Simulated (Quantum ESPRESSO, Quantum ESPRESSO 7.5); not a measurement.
# Occupied V t2g band of SrVO₃: semilocal functionals give about twice the photoemission depth

## Starting point

The reference is an angle-resolved photoemission study, "Direct observation of the mass renormalization in SrVO$_3$ by angle resolved photoemission spectroscopy" (2005, arXiv:cond-mat/0504075). A single crystal grown by the floating-zone method was cleaved along a cubic (100) plane and measured at 15 K. The bottom of the coherent V 3d band of dxy character lies about 0.5 eV below the Fermi level, in the cuts numbered 1 and 4.

What is observed is a quasiparticle band, already narrowed by electron correlation. Photoemission also probes mainly the outermost layers and fixes the momentum along the surface normal only loosely. The second point should matter little here, because a dxy band disperses weakly in that direction.

| compared with | measured | source's wording or label | T (K) | method |
| --- | --- | --- | --- | --- |
| band bottom (eV) | ≈ −0.5 | bottom of the coherent V 3d t2g (dxy) band relative to the Fermi level, cuts 1 and 4 | 15 | ARPES |

Conditions are those given with the value in the passage it was taken from; "not stated" means there, and the paper may say more elsewhere. The values are a selection: others may have been left out beforehand as unlike or outlying.

## Choices

I want the cheapest level of theory that places the bottom of the t2g band at Γ within 15 % of the measured depth, that is, between about 0.43 and 0.57 eV below the Fermi level. This window is my choice: it is narrow enough to tell a bare band from one narrowed by correlation, which in this metal differ by roughly a factor of two, and wide enough not to overread a value given as approximate.

The model is the ideal cubic perovskite with five atoms, static and without a surface, at the measured cell. Lattice motion at 15 K and a small error in the cell should shift the band by far less than the correlation effect.

I start with a semilocal functional on a light k-point mesh, then tighten mesh and cutoff, and after that change the functional or the potentials as the numbers require. I expect the Kohn-Sham band to come out too deep, since a static potential common to all electrons contains no dynamical self-energy. The runs are to show how large the miss is and whether anything at this level of theory can reduce it.

System: SrVO3; space group Pm-3m, 5 atoms, measured (COD) cell.

On the selection of runs and values: Besides any runs that a report passes over, these were set aside when the results were gathered: 2 cell relaxed under the stress of an incomplete basis; 3 planned but not run to their end in the time given.

## 1. PBE on a light mesh

PBE with ultrasoft potentials and an 8×8×8 mesh is a light entry for a five-atom metal. The band bottom is measured from the Fermi level, so the mesh enters mainly through the position of that level. I expect a depth near 1 eV.

**Run 1.** Quantum ESPRESSO 7.5: PBE, another k-point mesh; files gbrv-pbe-1.5 (mesh 8x8x8, cutoff 544.2 eV, 5 atoms).

Key lines of the input:
```
&control
  calculation = 'scf'
/
&system
  ibrav = 0
  nat = 5
  ntyp = 3
  ecutwfc = 40.0
  ecutrho = 200.0
  occupations = 'smearing'
  nbnd = 30
  smearing = 'fd'
  degauss = 0.00367
/
&electrons
  conv_thr = 5e-09
  mixing_beta = 0.5
/
ATOMIC_SPECIES
Sr 87.6200 sr_pbe_v1.uspp.F.UPF
V 50.9415 v_pbe_v1.4.uspp.F.UPF
O 15.9990 o_pbe_v1.2.uspp.F.UPF
CELL_PARAMETERS angstrom
 3.840900000 0.000000000 0.000000000
 0.000000000 3.840900000 0.000000000
 0.000000000 0.000000000 3.840900000
ATOMIC_POSITIONS crystal
Sr 0.500000000 0.500000000 0.500000000
V 0.000000000 0.000000000 0.000000000
  ... 5 atoms in all
K_POINTS automatic
8 8 8 0 0 0
```

Command:
```
OMP_NUM_THREADS=1 mpirun -n 4 pw.x -nk 4 -in scf.in > scf.out
OMP_NUM_THREADS=1 mpirun -n 4 pw.x -nk 4 -in bands.in > bands.out
```

Selected lines of the output:
```
number of k points=    35  Fermi-Dirac smearing, width (Ry)=  0.0037
the Fermi energy is    12.7317 ev
[levels up to the band that the electron count fills, then the next ones, eV from the Fermi level]
GAMMA -2.552 -2.552 -2.552 -1.061 | -1.061 -1.061
X -4.246 -2.997 -2.997 -0.941 | 0.855 0.855
M -3.764 -3.764 -2.263 0.836 | 0.836 1.199
R -2.172 -2.172 -2.172 1.425 | 1.425 1.425
```

Converged; 15 s on 4 cores of Intel Xeon Platinum 8488C (Sapphire Rapids), shared host.

| quantity | run 1 | measured | deviation |
| --- | --- | --- | --- |
| band bottom (eV) | −1.061 | ≈ −0.5 | −0.561 |
| volume an atom (Å³) | 11.33 |  |  |

The t2g band starts 1.061 eV below the Fermi level, about 2.1 times the measured depth and far outside the window. The three t2g levels coincide at Γ. At X one of them remains at −0.941 eV while the other two rise above the Fermi level. This is the planar character of the d orbitals: each band hardly disperses along the direction normal to its orbital's plane. For the dxy band, a loosely known momentum along the surface normal can therefore shift the energy by only about 0.12 eV in this calculation, much less than the miss of 0.561 eV.

## 2. Denser meshes and a higher cutoff

With so narrow a smearing, 35 k-points may leave the Fermi level slightly off. I go to a 12×12×12 mesh at the same cutoff, then to 16×16×16 with the cutoff raised as well. The first step tests the mesh alone, the second both settings together. I expect shifts of some hundredths of an eV, which would leave the miss in place. At 15 s for the first run, both checks are affordable.

**Run 2.** Quantum ESPRESSO 7.5: PBE, measured cell; files gbrv-pbe-1.5 (mesh 12x12x12, cutoff 544.2 eV, 5 atoms).

Key lines of the input, as changed from run 1:
```diff
- 8 8 8 0 0 0
+ 12 12 12 0 0 0
```

Selected lines of the output:
```
the Fermi energy is    12.6489 ev
[levels up to the band that the electron count fills, then the next ones, eV from the Fermi level]
GAMMA -2.470 -2.470 -2.470 -0.978 | -0.978 -0.978
X -4.164 -2.915 -2.915 -0.858 | 0.938 0.938
M -3.683 -3.683 -2.181 0.919 | 0.919 1.282
R -2.091 -2.091 -2.091 1.508 | 1.508 1.508
```

Converged; 28 s on 4 cores of Arm Neoverse V1, shared host.

**Run 3.** Quantum ESPRESSO 7.5: PBE, measured cell, cutoff at 130 % of the usual; files gbrv-pbe-1.5 (mesh 16x16x16, cutoff 707.5 eV, 5 atoms).

Key lines of the input, as changed from run 1:
```diff
  &system
-   ecutwfc = 40.0
-   ecutrho = 200.0
+   ecutwfc = 52.0
+   ecutrho = 260.0
- 8 8 8 0 0 0
+ 16 16 16 0 0 0
```

Selected lines of the output:
```
[levels up to the band that the electron count fills, then the next ones, eV from the Fermi level]
GAMMA -2.442 -2.442 -2.442 -0.952 | -0.952 -0.952
```

Converged; 52 s on 4 cores of Intel Xeon 6975P-C (Granite Rapids), shared host.

| quantity | run 2 | run 3 | measured |
| --- | --- | --- | --- |
| band bottom (eV) | −0.978 | −0.952 | ≈ −0.5 |
| volume an atom (Å³) | 11.33 | 11.33 |  |

The denser meshes make the band shallower, to 0.978 and then 0.952 eV. In the first step every level listed at Γ, X, M and R moves up by about 0.08 eV relative to the Fermi level, and the Fermi energy itself drops by about as much, so the bands keep their shape and the shift comes from the position of the Fermi level. My estimate of some hundredths of an eV was somewhat low for this step. The second step adds 0.026 eV, with mesh and cutoff changed together, so a small dependence on the settings may remain. Even so, the band is still 1.9 times as deep as measured.

## 3. LDA and PBEsol at the same cell

The next thing to change is the functional. LDA and PBEsol cost about as much as PBE, and on the 12×12×12 mesh they can be compared directly with the PBE run at the same mesh and cutoff. At a fixed cell, I expect differences of only a few hundredths of an eV, because all three give the d electrons a static, local potential and lack the self-energy that narrows the band.

**Run 4.** Quantum ESPRESSO 7.5: LDA, measured cell; files gbrv-lda-1.5 (mesh 12x12x12, cutoff 544.2 eV, 5 atoms).

Key lines of the input, as changed from run 2:
```diff
- Sr 87.6200 sr_pbe_v1.uspp.F.UPF
- V 50.9415 v_pbe_v1.4.uspp.F.UPF
- O 15.9990 o_pbe_v1.2.uspp.F.UPF
+ Sr 87.6200 sr_lda_v1.uspp.F.UPF
+ V 50.9415 v_lda_v1.4.uspp.F.UPF
+ O 15.9990 o_lda_v1.2.uspp.F.UPF
```

Selected lines of the output:
```
[levels up to the band that the electron count fills, then the next ones, eV from the Fermi level]
GAMMA -2.430 -2.430 -2.430 -1.009 | -1.009 -1.009
```

Converged; 23 s on 4 cores of Arm Neoverse V2, shared host.

**Run 5.** Quantum ESPRESSO 7.5: PBEsol, measured cell; files gbrv-pbesol-1.5 (mesh 12x12x12, cutoff 544.2 eV, 5 atoms).

Key lines of the input, as changed from run 2:
```diff
- Sr 87.6200 sr_pbe_v1.uspp.F.UPF
- V 50.9415 v_pbe_v1.4.uspp.F.UPF
- O 15.9990 o_pbe_v1.2.uspp.F.UPF
+ Sr 87.6200 sr_pbesol_v1.uspp.F.UPF
+ V 50.9415 v_pbesol_v1.4.uspp.F.UPF
+ O 15.9990 o_pbesol_v1.2.uspp.F.UPF
```

Selected lines of the output:
```
[levels up to the band that the electron count fills, then the next ones, eV from the Fermi level]
GAMMA -2.455 -2.455 -2.455 -1.003 | -1.003 -1.003
```

Converged; 20 s on 4 cores of Intel Xeon Platinum 8488C (Sapphire Rapids), shared host.

| quantity | run 4 | run 5 | measured |
| --- | --- | --- | --- |
| band bottom (eV) | −1.009 | −1.003 | ≈ −0.5 |
| volume an atom (Å³) | 11.33 | 11.33 |  |

At the same mesh and cutoff, LDA puts the band bottom 0.031 eV and PBEsol 0.025 eV deeper than PBE. The differences are as small as I expected, and both lead away from the measured value. All three functionals give about twice the measured depth, so choosing among them does not help.

## 4. Other potentials and a larger cell

Before I blame the functional, two other possible causes need a check with PBE on the same 12×12×12 mesh. One is the cell: the relaxed PBE cell is 1.4 % larger in volume, which should weaken the V–O hopping and make the band slightly shallower. The other is the potentials, which I replace with a PAW set at its own, higher cutoff. I expect each to change the depth by a few hundredths of an eV at most, whereas about half an eV is needed.

**Run 6.** Quantum ESPRESSO 7.5: PBE, own relaxed cell; relaxation step without spin-orbit coupling on gbrv-pbe-1.5 at 544 eV, mesh 12x12x12: volume +1.4 %, atoms moved by under 0.005 A within the cell; files gbrv-pbe-1.5 (mesh 12x12x12, cutoff 544.2 eV, 5 atoms).

Key lines of the input, as changed from run 2:
```diff
  CELL_PARAMETERS angstrom
-  3.840900000 0.000000000 0.000000000
-  0.000000000 3.840900000 0.000000000
-  0.000000000 0.000000000 3.840900000
+  3.859095170 0.000000000 0.000000000
+  0.000000000 3.859095170 0.000000000
+  0.000000000 0.000000000 3.859095170
```

Selected lines of the output:
```
[levels up to the band that the electron count fills, then the next ones, eV from the Fermi level]
GAMMA -2.436 -2.436 -2.436 -0.955 | -0.955 -0.955
```

Converged; 67 s on 4 cores of Intel Xeon Platinum 8559C (Emerald Rapids), shared host.

**Run 7.** Quantum ESPRESSO 7.5: PBE, measured cell, JTH PAW files; files jth-pbe-2.0 (mesh 12x12x12, cutoff 612.3 eV, 5 atoms).

Key lines of the input, as changed from run 2:
```diff
  &system
-   ecutwfc = 40.0
-   ecutrho = 200.0
+   ecutwfc = 45.0
+   ecutrho = 360.0
- Sr 87.6200 sr_pbe_v1.uspp.F.UPF
- V 50.9415 v_pbe_v1.4.uspp.F.UPF
- O 15.9990 o_pbe_v1.2.uspp.F.UPF
+ Sr 87.6200 Sr.GGA_PBE-JTH.UPF
+ V 50.9415 V.GGA_PBE-JTH.UPF
+ O 15.9990 O.GGA_PBE-JTH.UPF
```

Selected lines of the output:
```
[levels up to the band that the electron count fills, then the next ones, eV from the Fermi level]
GAMMA -2.458 -2.458 -2.458 -0.981 | -0.981 -0.981
```

Converged; 32 s on 4 cores of Arm Neoverse V2, shared host.

| quantity | run 6 | run 7 | measured |
| --- | --- | --- | --- |
| band bottom (eV) | −0.955 | −0.981 | ≈ −0.5 |
| volume an atom (Å³) | 11.49 | 11.33 |  |

The larger cell makes the band 0.023 eV shallower, in the direction expected from weaker hopping. It was relaxed at a moderate, fixed cutoff and need not be the converged PBE cell, but an error in it would hardly matter here: 1.4 % in volume moves the band by only a small part of the miss. The PAW potentials change the depth by 0.003 eV. Neither the cell nor this change of potentials accounts for a band about twice too deep.

## 5. Spin-orbit coupling as the last addition

Spin-orbit coupling is still missing, and it acts directly on the threefold t2g level at Γ. It should split that level into a lower group of four states and an upper pair, counting spin. For a 3d metal as light as vanadium, I expect a splitting of a few hundredths of an eV and a band bottom that is slightly deeper, if it moves noticeably at all. The run uses norm-conserving potentials at a much higher cutoff, so I pair it with a PBE run without the coupling on potentials of the same family, at the same cutoff and mesh. That second run also serves as another check on the potentials.

**Run 8.** Quantum ESPRESSO 7.5: PBE, measured cell, norm-conserving files; files dojo-sr-pbe-0.4.1-standard (mesh 12x12x12, cutoff 1142.9 eV, 5 atoms).

Key lines of the input, as changed from run 2:
```diff
  &system
-   ecutwfc = 40.0
-   ecutrho = 200.0
+   ecutwfc = 84.0
+   ecutrho = 336.0
- Sr 87.6200 sr_pbe_v1.uspp.F.UPF
- V 50.9415 v_pbe_v1.4.uspp.F.UPF
- O 15.9990 o_pbe_v1.2.uspp.F.UPF
+ Sr 87.6200 Sr.upf
+ V 50.9415 V.upf
+ O 15.9990 O.upf
```

Selected lines of the output:
```
[levels up to the band that the electron count fills, then the next ones, eV from the Fermi level]
GAMMA -2.502 -2.502 -2.502 -0.980 | -0.980 -0.980
```

Converged; 55 s on 4 cores of Intel Xeon Platinum 8488C (Sapphire Rapids), shared host.

**Run 9.** Quantum ESPRESSO 7.5: PBE with spin-orbit coupling, measured cell; files dojo-fr-pbe-0.4-standard (mesh 12x12x12, cutoff 1142.9 eV, 5 atoms).

Key lines of the input, as changed from run 8:
```diff
  &system
-   nbnd = 30
+   nbnd = 47
+   noncolin = .true.
+   lspinorb = .true.
```

Selected lines of the output:
```
[levels up to the band that the electron count fills, then the next ones, eV from the Fermi level]
GAMMA -2.548 -2.479 -2.479 -2.479 -2.479 -0.993 | -0.993 -0.993
```

Converged; 3.8 min on 4 cores of Intel Xeon 6975P-C (Granite Rapids), shared host.

| quantity | run 8 | run 9 | measured |
| --- | --- | --- | --- |
| band bottom (eV) | −0.980 | −0.993 | ≈ −0.5 |
| volume an atom (Å³) | 11.33 | 11.33 |  |

Without spin-orbit coupling, the norm-conserving potentials give 0.980 eV, so the three families of potentials agree within 0.003 eV for PBE at the measured cell and the same mesh. With the coupling, the band bottom lies 0.013 eV deeper, at 0.993 eV. The direction is the one I expected for the lower group of four states. The potential files and the number of bands changed along with the coupling, so I do not assign the whole of this small shift to it. In any case it leads away from the measured value, and the band remains about twice as deep as in photoemission.

## Table of results

| run | settings | band bottom (eV) | deviation | cost |
| --- | --- | --- | --- | --- |
| 1 | PBE, another k-point mesh, files gbrv-pbe-1.5 (mesh 8x8x8, cutoff 544.2 eV, 5 atoms) | −1.061 | −0.561 | under 1 core-min |
| 2 | PBE, measured cell, files gbrv-pbe-1.5 (mesh 12x12x12, cutoff 544.2 eV, 5 atoms) | −0.978 | −0.478 | 1.9 core-min |
| 3 | PBE, measured cell, cutoff at 130 % of the usual, files gbrv-pbe-1.5 (mesh 16x16x16, cutoff 707.5 eV, 5 atoms) | −0.952 | −0.452 | 3.5 core-min |
| 4 | LDA, measured cell, files gbrv-lda-1.5 (mesh 12x12x12, cutoff 544.2 eV, 5 atoms) | −1.009 | −0.509 | 91 core-s |
| 5 | PBEsol, measured cell, files gbrv-pbesol-1.5 (mesh 12x12x12, cutoff 544.2 eV, 5 atoms) | −1.003 | −0.503 | 82 core-s |
| 6 | PBE, own relaxed cell, mesh 12x12x12: volume +1.4 %, atoms moved by under 0.005 A within the cell | −0.955 | −0.455 | 4.5 core-min |
| 7 | PBE, measured cell, JTH PAW files, files jth-pbe-2.0 (mesh 12x12x12, cutoff 612.3 eV, 5 atoms) | −0.981 | −0.481 | 2.1 core-min |
| 8 | PBE, measured cell, norm-conserving files, files dojo-sr-pbe-0.4.1-standard (mesh 12x12x12, cutoff 1142.9 eV, 5 atoms) | −0.980 | −0.480 | 3.7 core-min |
| 9 | PBE with spin-orbit coupling, measured cell, files dojo-fr-pbe-0.4-standard (mesh 12x12x12, cutoff 1142.9 eV, 5 atoms) | −0.993 | −0.493 | 15 core-min |
|  | measured | ≈ −0.5 |  |  |

Further runs on the same system, made beside this series (convergence steps with loose settings among them):

| further | settings | band bottom (eV) | deviation | cost |
| --- | --- | --- | --- | --- |
| F1 | PBE, cutoff at 65 % of the usual, files gbrv-pbe-1.5 (mesh 12x12x12, cutoff 353.7 eV, 5 atoms) | −0.978 | −0.478 | 64 core-s |
| F2 | PBE, another k-point mesh, files gbrv-pbe-1.5 (mesh 6x6x6, cutoff 544.2 eV, 5 atoms) | −0.889 | −0.389 | under 1 core-min |
| F3 | PBE, cutoff at 80 % of the usual, files gbrv-pbe-1.5 (mesh 12x12x12, cutoff 435.4 eV, 5 atoms) | −0.976 | −0.476 | 79 core-s |
| F4 | PBE, Fermi-Dirac width 0.2 eV, files gbrv-pbe-1.5 (mesh 12x12x12, cutoff 544.2 eV, 5 atoms) | −0.895 | −0.395 | 4.1 core-min |
|  | measured | ≈ −0.5 |  |  |

## Judgement

The target is missed. PBE at the measured cell, on the 16×16×16 mesh, puts the bottom of the t2g band 0.952 eV below the Fermi level, 1.9 times the measured depth of about 0.5 eV. The last refinement of mesh and cutoff still moved this value by 0.026 eV, so it is good to a few hundredths of an eV, far less than the miss. The run took 3.5 core-minutes, and none of the dearer runs of the main series (6, 8 and 9) came closer to the measurement.

The k-point mesh mattered most among the numerical settings. The depth goes from 0.889 eV on a 6×6×6 mesh to 1.061 eV on 8×8×8, then back to 0.978 and 0.952 eV on the two densest, so the shallow value on the coarsest mesh is chance. Lower cutoffs change the depth by at most 0.002 eV. A Fermi-Dirac width of 0.2 eV makes the band about 0.08 eV shallower than in run 2 and so brings it nearer the measurement, but such broadening does not represent a crystal at 15 K. The width of about 0.05 eV used in the other runs is also well above the thermal energy at 15 K; a narrower one is not shown in this report.

LDA and PBEsol deepen the band by about 0.03 eV, and the run with spin-orbit coupling by 0.013 eV. The larger cell, not necessarily the converged PBE one, makes it 0.023 eV shallower. Three families of potentials agree within 0.003 eV. The coupling was the dearest addition and brought no gain.

The established explanation is electron correlation: a dynamical self-energy roughly halves the quasiparticle bandwidth and moves spectral weight into an incoherent feature below the band. Its sign and size fit the miss, though a calculation with such a self-energy is not shown in this report. Dynamical mean-field theory is the natural next step.

How far the surface affects the measured depth stays open. The loosely fixed momentum along the surface normal accounts for only about 0.12 eV in the calculated band, too little to close the gap.

[Logs are printed without paths, hosts, clocks, repeated set-up lines and the standing remarks that a program may print on its own settings, such as how far it seeks lower states.]

[The runs shown are a pick from a larger set of finished runs; failed, doubtful and other runs were left out of it ahead of writing. So were measured values far from every level or from commonly accepted values, and agreement can look better than it is. Lines of input and output are excerpts and may be shortened.]
